## Five levels that infrared light cannot excite

The hexagonal β form of silicon nitride has 14 atoms in its cell and therefore 42 independent ways of moving at the zone centre, where all cells move alike. Three of these shift the whole crystal, which leaves 39 optical vibrations. Symmetry ties some of them into pairs of equal frequency, so that 26 levels remain, numbered upwards from the lowest frequency. Five of these levels stand below without their numbers. The task is to find each number and to see what it reveals about the motion.

Zone-centre optical phonons of Si3N4 (P6_3/m, 14 atoms in the cell, a = 7.625 Å, c = 2.910 Å), computed with Ansatz 0.2.0 using PBEsol, scalar-relativistic PAW datasets made for PBE, a 420 eV cutoff and a Gamma-centred 6×6×8 k mesh, without spin polarisation. Frequencies are for zero macroscopic field, and infrared intensities are summed over each degenerate level. Candidates: 18, 26, 4, 12, 11.

| row | phonon frequency (cm⁻¹) | degeneracy | infrared intensity ((D/Å)²/amu) |
| --- | --- | --- | --- |
| A | 442.0 | 1 | 0 |
| B | 539.9 | 1 | 0 |
| C | 1040.1 | 1 | 0 |
| D | 234.8 | 1 | 0 |
| E | 850.9 | 2 | 0 |

The degeneracy is the number of vibrations that share a level. The infrared intensity grows with the square of the electric dipole that a vibration creates, and it is zero for all five levels.

### From order to number

Since the numbers follow the frequency, order alone assigns them: D is row 4, A is row 11, B is row 12, E is row 18 and C is row 26. These five assignments are sure.

The numbers also show how the levels are spread. A and B are consecutive, so the 97.9 cm⁻¹ between them is empty. From E to C, eight steps share $1040.1-850.9=189.2$ cm⁻¹, or about 24 cm⁻¹ a step. From D to A the mean step is similar, about 30 cm⁻¹, so the levels seem to gather in groups with gaps between them. The bonds around nitrogen suggest how many belong to the highest group.

### A light atom among three heavy ones

Each nitrogen atom sits nearly in the plane of its three silicon neighbours. Take first the limit of very heavy silicon, in which only nitrogen moves. If $\mathbf u$ is its displacement, $\mathbf b_i$ are unit vectors along its three bonds and $k$ is the stiffness of one bond against stretching, the energy is

$$E=\tfrac12 k\sum_{i=1}^{3}(\mathbf u\cdot\mathbf b_i)^2 .$$

For bonds at 120° the sum is $\tfrac32u^2$ for every direction within the plane and zero for the direction perpendicular to it. Nitrogen thus has two stiff directions, in which bonds stretch, and one soft direction, in which they only bend. The geometry of the bonds sets this number: a straight bridge between two neighbours would have one stiff direction, a tetrahedral site three.

The cell holds eight nitrogen atoms, so the estimate is $8\times2=16$ high vibrations. Silicon is in fact only about twice as heavy as nitrogen and moves too. The limit is therefore better suited to counting vibrations than to predicting their frequencies.

### From vibrations to levels

Six of the nitrogen atoms are equivalent and behave like a ring. For one stiff direction on each atom, the ring has six patterns. In one, all atoms move in step, and in another, neighbours move in opposition; each of these is a single level. The other four run around the ring with a phase shift, and since clockwise and anticlockwise patterns have the same frequency, they form two double levels.

Two stiff directions for each ring atom therefore give four single and four double levels. The remaining two nitrogen atoms lie on threefold axes, where their two stiff directions are equivalent, and add two double levels. The total is ten levels, with $4+6\times2=16$ vibrations. If they lie above all the others, they fill rows 17 to 26, so that E and C belong to them while D, A and B do not.

The rows with their labels:

| row | phonon frequency (cm⁻¹) | degeneracy | infrared intensity ((D/Å)²/amu) |
| --- | --- | --- | --- |
| 1 | 174.2 | 2 | 0 |
| 2 | 195.2 | 1 | 0 |
| 3 | 216.5 | 2 | 0 |
| 4 | 234.8 | 1 | 0 |
| 5 | 258.6 | 1 | 0 |
| 6 | 293.0 | 2 | 0 |
| 7 | 348.3 | 1 | 8.72 |
| 8 | 386.7 | 1 | 0 |
| 9 | 406.3 | 2 | 28 |
| 10 | 428.8 | 2 | 0 |
| 11 | 442.0 | 1 | 0 |
| 12 | 539.9 | 1 | 0 |
| 13 | 548.9 | 2 | 19.1 |
| 14 | 600.9 | 2 | 0 |
| 15 | 638.5 | 1 | 0 |
| 16 | 707.8 | 1 | 0 |
| 17 | 841.1 | 1 | 137 |
| 18 | 850.9 | 2 | 0 |
| 19 | 854.6 | 2 | 0 |
| 20 | 868.6 | 1 | 0 |
| 21 | 879.1 | 2 | 235 |
| 22 | 910.9 | 2 | 0 |
| 23 | 921.6 | 1 | 0 |
| 24 | 1009.4 | 2 | 10.3 |
| 25 | 1020.4 | 2 | 0 |
| 26 | 1040.1 | 1 | 0 |

### What the full table decides

The widest gap in the table, 133.3 cm⁻¹, lies between rows 16 and 17, just where the count puts the lower edge of the nitrogen block. Above it stand four single and six double levels, as derived. The count contains no adjustable constant; only the border of the block is read from the frequencies.

Another way of counting starts from silicon. Each of the six SiN₄ tetrahedra has three stretches in which some bonds lengthen while others shorten, which makes 18 vibrations. Symmetry sorts them into six single and six double levels, two single levels more than the top block holds. The table thus favours the picture built on nitrogen.

The infrared intensities give a second comparison. A dipole survives only if the contributions of the atoms add up instead of cancelling. For the six ring atoms, one stiff direction runs along the hexagonal axis and the other perpendicular to it; for the two remaining atoms, both are perpendicular. In the nitrogen block a dipole is therefore possible for one single level, in which the ring atoms move in step along the axis, and for two double levels, with the dipole perpendicular to it. Rows 17, 21 and 24 are exactly these, although symmetry only permits an intensity and does not fix its size: row 24 has 10.3 (D/Å)²/amu, row 21 has 235. The count based on silicon allows the same numbers of infrared-active levels, so this comparison agrees with the nitrogen picture but does not decide between the two.

The Born charges of the same calculation, which measure the dipole created by moving one atom, fit the assumed planes. Moving a nitrogen atom out of its plane creates only about half to three fifths of the dipole of an equal movement along a direction within it. This supports the geometry of the argument. That the top block consists mainly of nitrogen motion remains an inference from matching counts, since the displacement patterns themselves were not examined.

### The stretch that a fixed cell forbids

Each nitrogen atom also has a stretch in which its three bonds lengthen together, mainly through motion of silicon. Eight such vibrations might be expected to form the next block down. The levels between the two widest gaps, rows 12 to 16, contain only seven. The missing one is the pattern in which all 24 bonds of the cell would lengthen together.

When one atom moves a little, the length changes of its bonds add up to zero if the unit vectors along these bonds cancel. They do so for three bonds spread evenly in a plane and for the four bonds of a regular tetrahedron, and both shapes are nearly realised here. The changes of all 24 bonds therefore add up to almost zero, and the bonds cannot all lengthen unless the cell itself grows. In a vibration at the zone centre the cell keeps its size, so seven stretches remain.

The levels agree as well. Eight stretches would form four single and two double levels, and the forbidden pattern is a single one. This leaves three single and two double levels, as in rows 12 to 16. Here too, the assignment rests on matching counts and not on displacement patterns.

### What remains ambiguous

A row number fixes the place of a level but not its pattern of motion. Row 18 shows this best: row 19 lies only 3.7 cm⁻¹ higher and has the same degeneracy and zero intensity. A slightly different functional or cutoff could exchange the two vibrations, and the numbers would not reveal it.

Nor does zero infrared intensity make a vibration invisible to every kind of light. It follows from the symmetry of the cell, which the calculation preserves. Of the 20 levels without infrared intensity, symmetry allows 11 to appear in Raman scattering: four single and seven double ones. For an engineer who checks a crystalline ceramic of this β form, an infrared spectrum thus covers at most six of the 26 levels, and a Raman spectrum adds others.

The output below sets the counts from site symmetry and from both bond pictures beside those of the table.

Output of the analysis:

```
widest gap between neighbouring levels (cm-1): 133.3
second widest gap (cm-1): 97.9
levels in the bottom block: 11
levels in the middle block: 5
levels in the top block: 10
optical vibrations in the table: 39
single levels, table: 13
single levels, site symmetry: 13
double levels, table: 13
double levels, site symmetry: 13
infrared-active levels, table: 6
infrared-active levels, site symmetry: 6
single levels without infrared intensity, table: 11
of these Raman-allowed by symmetry (Ag): 4
double levels without infrared intensity, table: 9
of these Raman-allowed by symmetry (E1g and E2g): 7
vibrations in the top block, table: 16
vibrations in the top block, two stiff directions for each of 8 N: 16
vibrations in the top block, rival with three for each of 6 Si: 18
single levels in the top block, table (N picture 4, Si picture 6): 4
double levels in the top block, table (both pictures 6): 6
infrared-active single levels in the top block (N picture 1): 1
infrared-active double levels in the top block (N picture 2): 2
vibrations in the middle block, table (one symmetric stretch for each N would give 8): 7
share of infrared intensity in the top block (%): 87.26
row 19 less row 18 (cm-1): 3.7
strongest double level, intensity for one component ((D/A)^2/amu): 117.5
twofold N, Born charge along c over that in the basal plane: 0.5838
sixfold N, smallest basal Born charge over that along c: 0.557
```
